Hexagonal germanium is an open network in which each atom has only four near neighbours, about 2.45 Å away. The table follows this crystal from slight tension, written as a negative pressure, to strong compression. The values come from density functional relaxations at zero temperature, and every change is counted from the cell relaxed without pressure.

Hexagonal germanium (P6_3/mmc, 4 atoms per cell), relaxed under hydrostatic pressure with its symmetry kept; changes are relative to the cell relaxed at zero pressure (22.82 Å³ per atom). Calculated with Ansatz 0.2.0 using r2SCAN and plane-wave PAW, scalar-relativistic, without spin polarisation; cutoff 500 eV, k mesh 12×12×6, Gaussian smearing 0.01 eV.

| applied pressure (GPa) | volume change (%) | enthalpy change (eV/atom) | a change (%) | c change (%) | energy change (meV/atom) |
| --- | --- | --- | --- | --- | --- |
| -2 | 3.07 | -0.289 | 1.00 | 1.03 | 4.5 |
| 2 | -2.57 | 0.281 | -0.89 | -0.82 | 3.5 |
| 5 | -5.91 | 0.690 | -2.05 | -1.93 | 19.9 |
| 10 | -10.30 | 1.344 | -3.61 | -3.46 | 66.1 |
| 20 | -16.74 | 2.573 | -6.04 | -5.69 | 200.8 |
| 40 | -25.10 | 4.816 | -9.45 | -8.66 | 548.0 |

*Can the volume change be found by adding up the changes in length?* The cell has two edges of length a and one of length c, so the first attempt is twice the a change plus the c change. At 2 GPa this gives −2.60 %, close to the tabulated −2.57 %. At 40 GPa it gives −27.6 %, while the volume has really changed by −25.1 %. Volume is a product of lengths, and each edge shortens a cell that the other edges have already made smaller. Adding therefore works only while the changes are small.

*The pressure in the last row is twenty times that in the 2 GPa row. Why is the shrinkage only about ten times as large?* The crystal becomes stiffer as it is squeezed. Stiffness is measured by the bulk modulus $K$, the pressure needed per relative change of volume. Between two rows it is the pressure difference divided by the drop in $\ln V$, where $V$ is the volume.

A simple estimate shows how much this matters. From −2 to 2 GPa the relative volume falls from 1.0307 to 0.9743, so $K = 4/\ln(1.0307/0.9743) \approx 71$ GPa. If that value held at all pressures, the volume at pressure $p$ would be $V_0 e^{-p/K}$, with $V_0$ the volume at zero pressure. At 40 GPa this is $e^{-40/71} \approx 0.57$ of the original, a loss of 43 %. Even this is less than twenty times the loss at 2 GPa, because each further squeeze acts on a volume that is already smaller.

The calculated loss is 25 %. Nothing was fitted, and the 40 GPa row played no part in the estimate, so the gap between the two figures is the effect of stiffening. The failure sets in gradually: at 5 GPa the same formula gives a loss of $1 - e^{-5/71}$, about 7 %, against a calculated 6 %. The output below the text lists the stiffness interval by interval; between 20 and 40 GPa it has reached 189 GPa.

The cause is the shape of the energy curve. At the relaxed volume two tendencies balance: shared electrons pull the atoms together, and the same electrons resist being confined to less space and pushed into one another's regions. At short distance the resistance grows faster than the pull, so the energy curve bends upward more and more sharply. An ideal spring needs the same extra force for each equal shortening; here the extra force itself grows. This network can hardly avoid that by folding. Its symmetry lets the atoms move only along c inside the cell, so when both axes shrink by similar amounts, the bonds must on the whole shorten too. The table shows the stiffening; its division into pull and resistance is the standard picture of bonding.

*Why is the energy change positive at −2 GPa as well as at 2 GPa?* The reference cell lies at the energy minimum of this structure, so stretching and squeezing both cost energy. Near the minimum the volume yields in proportion to the pressure, and the work done is half the pressure times the volume change. Doubling the pressure should then cost four times the energy. From 20 to 40 GPa the factor is only 2.7, because the second 20 GPa squeeze out much less volume than the first.

*Why, then, is the enthalpy change negative at −2 GPa?* Enthalpy is $H = E + pV$, with $E$ the energy. At −2 GPa the term $pV$ is about −0.294 eV per atom, and the small rise in energy cannot offset it. The negative sign comes from the negative pressure and does not mean that the stretched crystal is more stable. Even at 40 GPa, $pV$ supplies 4.27 of the 4.82 eV per atom.

The enthalpy column also contains the volume in another form. When a relaxed crystal is squeezed a little further, its energy rises by $-p\,dV$, while $pV$ changes by $p\,dV + V\,dp$. The sum is $dH = V\,dp$, so the slope of enthalpy against pressure is the volume itself. Around zero pressure that slope is 22.8 Å³ per atom, and between 20 and 40 GPa it is 18.0 Å³. The enthalpy therefore rises less steeply as the crystal shrinks.

*Does a really shrink more than c, and which digits show it?* At 40 GPa the two changes differ by 0.79 percentage points, which is a clear result. At −2 GPa they differ by 0.03 points, which is not. The relaxations stop with slightly unequal stresses along the two axes, by up to 0.06 GPa. Compared with a stiffness of 71 GPa, that can shift the lengths by some hundredths of a percent. The differences at 2 and 5 GPa are therefore uncertain in size, whereas those at 20 and 40 GPa stand well above this error.

The difference stays small because of the geometry. Each atom has one bond along c and three slanted bonds that run mostly sideways, in a nearly regular tetrahedron. Pressure along any direction therefore loads bonds of much the same kind. A layered crystal, held together strongly within its sheets and weakly between them, would shrink far more along one axis.

*What would change if carbon replaced germanium in this network?* Carbon forms much shorter and stronger bonds, and its crystals with four neighbours per atom are known to be far stiffer. The volume would fall much less at the same pressure. The enthalpy per atom would also rise more slowly, for a separate reason: its slope is the volume, and a carbon atom takes up less room.

*What would change if spin–orbit coupling were switched on?* The volumes should hardly move, but the electronic gap could. On the sampled mesh the bands touch at −2 GPa. The gap is about 0.10 eV at zero pressure, widens to 0.42 eV at 10 GPa and narrows again to 0.11 eV at 40 GPa. Spin–orbit coupling splits the top of germanium's valence band by roughly 0.3 eV, which is comparable with these gaps. The smallest of them, and the touching, are therefore uncertain. The mesh adds a doubt of its own: between the sampled points the bands may come closer or even cross, so each gap is only an upper limit to what this calculation would give on a finer mesh, and at 40 GPa there may be none.

The narrowing comes with a change in the kind of gap. From zero pressure to 10 GPa the lowest empty state lies at the centre of the Brillouin zone, directly above the highest filled one; at 20 and 40 GPa it lies, on the sampled mesh, at the zone's edge. Compression shifts different states at different rates, so another state can become the lowest. The stiffening does not need this switch, since the bulk modulus already rises between 2 and 10 GPa, where the gap stays direct.

For a light emitter made of hexagonal germanium, this means that strain can affect both the size of the gap and its kind. At 2 GPa the edges are less than 1 % shorter, yet the gap has grown from about 0.10 to 0.17 eV. A device layer is usually strained along chosen directions, not equally from all sides. Functionals such as r2SCAN also tend to make gaps too small. The calculated gaps therefore show how sensitive the material is and are not design values.

*Does the smooth course up to 40 GPa show that the crystal survives there?* It does not. A relaxation only goes downhill in enthalpy from its starting cell, and here it also keeps that cell's symmetry. It can therefore miss a denser phase that lies behind a barrier or can be reached only by breaking the symmetry. The stable form of germanium at ordinary pressure is cubic diamond, which gives way to a denser metal at roughly 10 GPa, a recalled figure. The last two rows therefore describe a structure compressed beyond the range in which germanium keeps four neighbours.

The term $pV$ explains why such a change must come. At 10 GPa, a phase with one percent less volume gains about 13 meV per atom in enthalpy. A phase that packs more neighbours around each atom may have weaker bonds and a higher energy, yet still win once the pressure is high enough. An open network is especially exposed to this competition, because it leaves so much volume to be saved.

The analysis program printed:

```
Volume and stiffness, intervals run from the row above:
  row  volume per atom in cubic angstrom  interval bulk modulus in GPa  interval slope of enthalpy in cubic angstrom  pV term in eV per atom  pV share of enthalpy change in percent
   -2                              23.52                           n/a                                           n/a                 -0.2936                                   101.6
    2                              22.24                         71.08                                         22.83                  0.2776                                   98.78
    5                              21.47                            86                                         21.84                  0.6701                                   97.12
   10                              20.47                         104.6                                         20.96                   1.278                                   95.07
   20                                 19                         134.2                                         19.69                   2.372                                   92.19
   40                              17.09                           189                                         17.97                   4.268                                   88.62
Axes and gap:
  row  c change less a change in points    c/a  stress along c less along a in GPa  twice a change plus c change in percent  smallest gap on mesh in eV
   -2                              0.03  1.653                             -0.0408                                     3.03                           0
    2                              0.07  1.654                             -0.0394                                     -2.6                      0.1747
    5                              0.12  1.654                             -0.0564                                    -6.03                      0.2769
   10                              0.15  1.655                              0.0257                                   -10.68                      0.4165
   20                              0.35  1.659                              0.0125                                   -17.77                      0.3535
   40                              0.79  1.667                             -0.0301                                   -27.56                      0.1121
Bulk modulus of last interval over that of first interval: 2.659
Volume change at 40 GPa if the first interval modulus persisted, percent: -43.04
Energy change at 40 GPa over that at 20 GPa (pressure squared would give 4): 2.729
Energy change at 10 GPa over that at 5 GPa (pressure squared would give 4): 3.322
c/a at zero pressure: 1.652
Largest stress mismatch as percent of first interval bulk modulus: 0.07935
Enthalpy gain at 10 GPa for one percent less volume, meV per atom: 12.78
Gap on mesh at zero pressure, eV: 0.09736
Smallest direct gap on mesh at 20 GPa, eV: 0.6554
Smallest direct gap on mesh at 40 GPa, eV: 1.022
```
